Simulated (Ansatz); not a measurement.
**Al5Cu: a bulk modulus from differences**

It was reached by relaxing an invented guess, and it needn't be the stable form of this composition.

These are results of DFT PBE, scalar-relativistic, plane waves, PAW (Ansatz), not measurements. Cutoff 420 eV, Γ-centred 18×18×4 mesh (6-atom cell), Gaussian smearing of 0.10 eV, no spin polarisation.

```cif
data_structure
_symmetry_space_group_name_H-M 'P 1'
_symmetry_Int_Tables_number 1
_cell_length_a 2.8446
_cell_length_b 2.8446
_cell_length_c 13.3657
_cell_angle_alpha 90.000
_cell_angle_beta 90.000
_cell_angle_gamma 120.000
_cell_volume 93.66
loop_
_atom_site_label
_atom_site_type_symbol
_atom_site_fract_x
_atom_site_fract_y
_atom_site_fract_z
_atom_site_occupancy
Al1 Al 0.00000 0.00000 0.00000 1
Al2 Al 0.33333 0.66667 0.82515 1
Al3 Al 0.66667 0.33333 0.65079 1
Al4 Al 0.33333 0.66667 0.34921 1
Al5 Al 0.66667 0.33333 0.17485 1
Cu1 Cu 0.00000 0.00000 0.50000 1
```

The cell was set to several volumes, with shape and atoms relaxed at each where symmetry leaves them free. Pressure is positive in compression, and energies count from the lowest row. No row has a gap on its mesh.

| row | V (Å³/atom) | P (GPa) | ΔE (meV/atom) |
| --- | --- | --- | --- |
| 1 | 13.737 | 14.65 | 76.1 |
| 2 | 14.205 | ? | ? |
| 3 | 14.674 | 6.11 | 16.9 |
| 4 | 15.142 | 2.81 | 4.0 |
| 5 | 15.610 | 0.03 | 0.0 |
| 6 | 16.079 | -2.33 | 3.5 |
| 7 | 16.547 | -4.31 | 13.2 |
| 8 | 17.171 | -6.46 | 34.4 |

Problem. Find B = −V·ΔP/ΔV from rows 4 and 6 and from rows 1 and 3, and from the two its slope B′ and its value B0 at zero pressure.

Solution. Rows 4 and 6 give −(15.142 + 16.079)/2 × (-2.33 − (2.81))/(16.079 − 15.142) = 85.6 GPa at a mean pressure of 0.24 GPa. Rows 1 and 3 give −(13.737 + 14.674)/2 × (6.11 − (14.65))/(14.674 − 13.737) = 129.5 GPa at a mean pressure of 10.38 GPa. So B′ = (129.5 − 85.6)/(10.38 − (0.24)) = 4.33 and B0 = 85.6 − 4.33 × (0.24) = 84.6 GPa. A third-order Birch–Murnaghan fit to all the energies gives B0 = 84.9 GPa and B′ = 4.6.

Problem. Estimate the pressure and energy of row 2.

Solution. From row 5, V0 = 15.610 × (1 + (0.03)/84.6) = 15.616 Å³/atom. Murnaghan's form P = (B0/B′)·[(V0/V)^B′ − 1] gives (84.6/4.33) × [(15.616/14.205)^4.33 − 1] = 9.90 GPa; the computed pressure is 10.02 GPa, so the estimate is off by -0.12 GPa. The work of compression from row 3, with the mean of the two pressures, gives ΔE = 16.9 + (9.90 + 6.11)/2 × (14.674 − 14.205)/160.2 × 1000 = 40.3 meV/atom (1 eV/Å³ = 160.2 GPa); the computed value is 40.3 meV/atom.

All volumes keep the k mesh of the relaxed cell. A later test with randomly moved atoms came back to the same energy, though modes that don't fit the test's cell weren't probed.

Resistance to compression grows steadily as the cell shrinks: the pressure climbs faster on the compressed side than it falls on the expanded side. In a close-packed metal like this, the kinetic energy of the valence electrons and the overlap repulsion between ion cores rise more steeply than the cohesive attraction. The zero-pressure modulus of 84.6 GPa lies nearer to that of aluminium than to that of copper, as expected for an aluminium-rich metal in which only every sixth close-packed layer is copper.

The difference estimate of B′, 4.33, is below the fitted 4.6, probably because it averages over a wide range of compression, and B′ normally falls with pressure. The exact match in energy for row 2 owes something to cancellation: the pressure there is underestimated, while the mean of two end pressures overestimates the work along a convex curve. A bulk modulus doesn't show how differently the layered crystal responds to strain along and across its layers, or to shear.
